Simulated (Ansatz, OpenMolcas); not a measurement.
# A small benchmark: atomisation enthalpy at 298 K

9 molecules; the atomisation enthalpy at 298 K in kJ/mol, computed less measured. Shapes, held fixed at every level: PBE0-D4/def2-TZVP. Thermal terms are harmonic and unscaled (PBE0-D4/def2-TZVP); the spin-orbit lowering of the free atoms is taken from their spectra. Programs: Ansatz 0.2.0, OpenMolcas 26.06. Measured values: Active Thermochemical Tables, CRC Handbook of Chemistry and Physics, NIST-JANAF tables.

Levels: A = SVWN5/def2-TZVPPD; B = r2SCAN-D4/def2-TZVPP; C = BHLYP-D4/def2-TZVPP; D = CCSD(T)/def2-TZVPP.

```json
{"molecule": "HCl (hydrogen chloride)", "from tabulated heats": "431", "A": "+56", "B": "-5", "C": "-22", "D": "-11"}
{"molecule": "HI (hydrogen iodide)", "from tabulated heats": "298", "A": "+46", "B": "-8", "C": "-20", "D": "-8"}
{"molecule": "N2 (SMILES N#N)", "from tabulated heats": "945", "A": "+161", "B": "-37", "C": "-87", "D": "-50"}
{"molecule": "HBS (SMILES B=S)", "from tabulated heats": "1015", "A": "+147", "B": "+20", "C": "-31", "D": "-29"}
{"molecule": "H2Se (SMILES [SeH2])", "from tabulated heats": "633", "A": "+114", "B": "+14", "C": "-6", "D": "+3"}
{"molecule": "H2Te (hydrogen telluride)", "from tabulated heats": "533", "A": "+111", "B": "+11", "C": "+1", "D": "+9"}
{"molecule": "N2H (dinitrogen monohydride)", "from tabulated heats": "913", "A": "+228", "B": "-2", "C": "-62", "D": "-54"}
{"molecule": "C2H2 (acetylene)", "from tabulated heats": "1641", "A": "+226", "B": "-13", "C": "-71", "D": "-51"}
{"molecule": "NH3 (ammonia)", "from tabulated heats": "1172", "A": "+163", "B": "-19", "C": "-36", "D": "-39"}
```

Question: Which level does best on this set, which worst, and which err to one side?

Answer: 
```
               level                   kind  mean error  mean absolute error  worst case
   SVWN5/def2-TZVPPD                    LDA      +139.1                139.1         N2H
r2SCAN-D4/def2-TZVPP               meta-GGA        -4.3                 14.3          N2
 BHLYP-D4/def2-TZVPP          global hybrid       -37.1                 37.3          N2
  CCSD(T)/def2-TZVPP  coupled cluster or CI       -25.6                 28.2         N2H
```

On this set r2SCAN-D4/def2-TZVPP has the smallest mean absolute error and SVWN5/def2-TZVPPD the largest. SVWN5/def2-TZVPPD is too high in 9 of 9; r2SCAN-D4/def2-TZVPP is too low in 6 of 9; BHLYP-D4/def2-TZVPP is too low in 8 of 9; CCSD(T)/def2-TZVPP is too low in 7 of 9. The heats of H2Se, H2Te come from older tables and can be uncertain by 10 kJ/mol or more. The molecules' own spin-orbit binding is left out, so errors for heavy halides read too negative. Heats of the atoms come from ATcT where it has them, that of boron, 570 kJ/mol, from recent work. The levels differ in basis as well as in method. The tabulated value of HBS is in doubt (older tables, estimates, or at odds with other calculations) and kept here. Over the 8 molecules whose values aren't doubted the mean absolute errors are A 138.1; B 13.6; C 38.1; D 28.1. For SVWN5/def2-TZVPPD the error tends to grow with the atomisation enthalpy. Correlated wave functions converge slowly with the basis. T1 is large for N2H (0.040), so single-reference values are less sure there. Spin contamination: N2H (⟨S²⟩ up to 0.85). Open shells run unrestricted. For atoms past krypton def2 sets carry core potentials with scalar relativity. Relativity is left out for Se. Outer-core shells of I, Se, Te are correlated, in sets that cover them unevenly. The set is small.

The local density approximation overbinds throughout because its exchange-correlation errors cancel poorly between free atoms and the smoother bonding density of the molecule. Its error doesn't simply follow binding strength: N2H has a slightly larger error than acetylene despite a much smaller atomisation enthalpy. BHLYP errs the other way, most severely for N2 at -87 and acetylene at -71. Its large share of exact exchange removes much of the semilocal exchange that mimics left-right correlation in multiple bonds.

That CCSD(T) trails r2SCAN runs against its usual standing for ordinary closed-shell molecules. The likely cause is the triple-zeta basis, which describes the electron-electron cusp poorly and so loses more correlation energy in the molecule, where new electron pairs have formed, than in the separated atoms. The ranking therefore supports r2SCAN as a practical choice for molecules like these, but not as the inherently more accurate theory. Its near-zero mean error also owes much to cancellation between positive and negative deviations.
